# ESP charges for methanol: points inside the density

**The fit under "Wrong attempt" is wrong and is kept as a warning.** Atomic units are used unless stated, with charges in e.

## The fit

Minimise $\tfrac12\sum_k\big(V_k-\sum_i q_i/r_{ik}\big)^2$ subject to $\mathbf g^T\mathbf q=Q$:

$$\begin{pmatrix}A&\mathbf g\\ \mathbf g^T&0\end{pmatrix}\begin{pmatrix}\mathbf q\\ \lambda\end{pmatrix}=\begin{pmatrix}\mathbf B\\ Q\end{pmatrix},\quad A_{ij}=\sum_k\frac1{r_{ik}r_{jk}},\quad B_i=\sum_k\frac{V_k}{r_{ik}}$$

Equivalencing sums the three methyl-H rows and columns, so $g_H=3$ and the other $g_i=1$. The RESP restraint $a\sum_i\big[(q_i^2+b^2)^{1/2}-b\big]$ (Bayly et al., 1993) adds $a(q_i^2+b^2)^{-1/2}$ to $A_{ii}$, solved self-consistently. The $\tfrac12$ above fixes that factor.

For a charge pattern $\mathbf u$ with potential $\phi_u$, $\mathbf u^TA\mathbf u=\sum_k\phi_u(k)^2$. If the lowest nonzero multipole is $l$, a point at distance $R$ contributes $\propto R^{-2l-2}$, so patterns without low multipoles are near-null.

## Model

Coordinates are $(\rho,\varphi,z)$ about the C–O axis, in bohr, for an approximate geometry: C at the origin, O at $z=2.70$, methyl H at $(1.94;\,0,\pm120^\circ;\,-0.69)$, hydroxyl H at $(1.72;\,180^\circ;\,3.27)$.

Each atom carries its reference charge (table) as a point core plus $N_i$ valence electrons of density $n_i=N_i\zeta^3e^{-2\zeta r}/\pi$, with $N_i$ the valence count minus $q_i^0$ and an illustrative $\zeta=1.25$:

$$V_i=\frac{q_i^0}{r}+N_ie^{-2\zeta r}\Big(\frac1r+\zeta\Big)$$

The second term is penetration. Hydroxyl H is frozen at $+0.42$ and its point-charge potential subtracted, so $Q=-0.42$. Two neutral patterns $(q_C,q_H,q_O)$ remain, dipolar $D=(-1,0,1)$ and dipole-free $S=(-3.767,1,0.767)$.

The outer grid has 20 points: two on the axis at $z=-5.5$ and $8$, and six-point rings ($\varphi=0,60^\circ,\dots$) at $(\rho,z)=(5,-3),(6,1),(5,5)$. The Rayleigh quotients over the atomic charges are $0.0134$ for $D$ and $1.08\times10^{-4}$ for $S$, a ratio of 124. $S$ is mostly carbon.

## Wrong attempt

1. Carbon is ill determined because the grid is far away.
2. Add three points on the C–H extensions at $(\rho,z)=(3.8,-1.35)$.
3. **(Wrong)** Fit $V_k$ there by $\sum_i q_i/r_{ik}$.
4. The ratio falls to 11 and, wrongly, $q_C=-0.304$.

## Symptom

Three added points reverse the sign of carbon, while the axial dipole moves by only 0.017 D. The RMS residual on the 20 outer points rises from $3.9\times10^{-5}$ to $1.1\times10^{-3}$. Real potentials leave a larger baseline residual, so check the density at the points as well.

## Faulty line

Line 3. Away from the nuclei $\nabla^2\sum_i q_i/r_i=0$, whereas $\nabla^2V=4\pi n$. The new points lie 1.04 Å from H, inside the typical Merz–Kollman limit $1.4\times1.2=1.68$ Å, and the nearest H alone gives $n=0.0043$. Penetration there is $0.0125$, against at most $1.0\times10^{-4}$ on the outer grid. The charge shift obeys the bordered system with $Q=0$ and $\mathbf B$ built from penetration alone. It goes almost wholly into $S$, which the outer points barely resist.

## Mended fit and size of the error

Drop the three points and solve again, unrestrained:

| | $q_C$ | $q_H$ | $q_O$ |
|---|---|---|---|
| reference | 0.12 | 0.03 | −0.63 |
| wrong | −0.304 | 0.1432 | −0.546 |
| mended | 0.111 | 0.0325 | −0.628 |
| wrong − mended | −0.414 | 0.1107 | 0.082 |

Residual penetration still shifts the mended carbon by $-0.009$.

The restraint does not repair the slip. Take the typical $a=0.0005$, $b=0.1$ on C and O, and weight every point by 20 to mimic a 400-point mesh. The wrong grid gives $q_C=-0.290$ and the mended grid $0.025$, an error of $-0.315$. The inner points stiffen $S$ beyond the reach of the restraint, while on the mended grid the restraint largely sets carbon.

These numbers are the model's. The reference charges were chosen near typical RESP values for methanol, so recovering them tests nothing about the molecule. Restraining them again on a sparse, distant grid leaves carbon at roughly a fifth of the typical $+0.12$.